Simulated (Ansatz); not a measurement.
# TiN: the change of pressure and energy less free atoms with volume scale

All results are calculated (Ansatz 0.2.0). Periodic Kohn-Sham DFT of a crystal at fixed atoms, scaled to volume_scale times the given cell; pressure positive in compression, energy less spherical unpolarised free atoms, largest_vzz the field gradient of largest size among the nuclei.

The cell before it is scaled or strained (space group Fm-3m, No. 225):
```
TiN
1.0
      0.0000     2.1234     2.1234
      2.1234     0.0000     2.1234
      2.1234     2.1234     0.0000
Ti N
1 1
Direct
  0.00000 0.00000 0.00000
  0.50000 0.50000 0.50000
```

Settings of every row: method all-electron LAPW; functional PBE; relativity scalar; k mesh 16x16x16; filling fermi-dirac; smearing width 0.03 eV; basis error target 0.5 meV/atom; nucleus gaussian.

Atom start moment: 0 on all atoms.

```
row  volume scale  V (Å³/atom)  pressure (GPa)  energy less free atoms (eV/atom)
  1        0.9405        9.004               ?                                 ?
  2          0.97        9.287           9.013                           -9.2642
  3             1        9.575           0.001                            -9.272
  4          1.03        9.861          -7.697                            -9.265
  5          1.06       10.148         -14.269                           -9.2451
```

Question: what pressure and energy less free atoms should row 1 give?

Worked fit of pressure. Take u = (V_r/V)^(2/3) − 1 with V_r = 9.718 Å³ an atom, which is twice the finite (Eulerian) strain; such expansions in the strain, on which the Birch-Murnaghan equation of state is built, carry the rest volume and the bulk modulus. The shown rows have u = 0.0307, 0.00993, -0.00969, -0.02845. Least squares give pressure = −3.9968 + 391.312 × u + 1059.82 × u² GPa; a straight line predicts inner rows, each left out in turn, worse (root mean square 0.59 against 0.017 GPa). The rows lie off it by -0.002, 0.008, -0.008, 0.003 (root mean square 0.0059 GPa). The pressure vanishes at u = 0.0099, or V = 9.575 Å³ an atom, and there the bulk modulus at fixed shape and fractions is B = −V dP/dV = (2/3)(1 + u) dP/du = 278 GPa. The withheld row has u = 0.05219, so the fit gives −3.9968 + 391.312 × (0.05219) + 1059.82 × (0.05219)² = 19.313 GPa.

The calculation gave 19.377 GPa. The fit lies 0.064 GPa (0.19 % of the column's range) below it; its largest miss of a shown row is 0.008 GPa. This row lies beyond the range of the fit.

Worked fit of energy less free atoms. Take u = (V_r/V)^(2/3) − 1 with V_r = 9.718 Å³ an atom, which is twice the finite (Eulerian) strain; such expansions in the strain, on which the Birch-Murnaghan equation of state is built, carry the rest volume and the bulk modulus. The shown rows have u = 0.0307, 0.00993, -0.00969, -0.02845. Least squares give energy less free atoms = −9.27021 − 0.3637 × u + 18.23 × u² eV/atom; a straight line predicts inner rows, each left out in turn, worse (root mean square 0.01 against 5.5e-05 eV/atom). All shown rows lie on it to the printed digit. Its lowest point lies at u = 0.0100, or V = 9.574 Å³ an atom, and the curvature there gives the bulk modulus at fixed shape and fractions, B = (4/9)(1 + u)² E″(u)/V = 277 GPa. The withheld row has u = 0.05219, so the fit gives −9.27021 − 0.3637 × (0.05219) + 18.23 × (0.05219)² = -9.2395 eV/atom.

The calculation gave -9.2394 eV/atom. The fit lies 0.0001 eV/atom (0.31 % of the column's range) below it, one unit of the last digit. This row lies beyond the range of the fit.
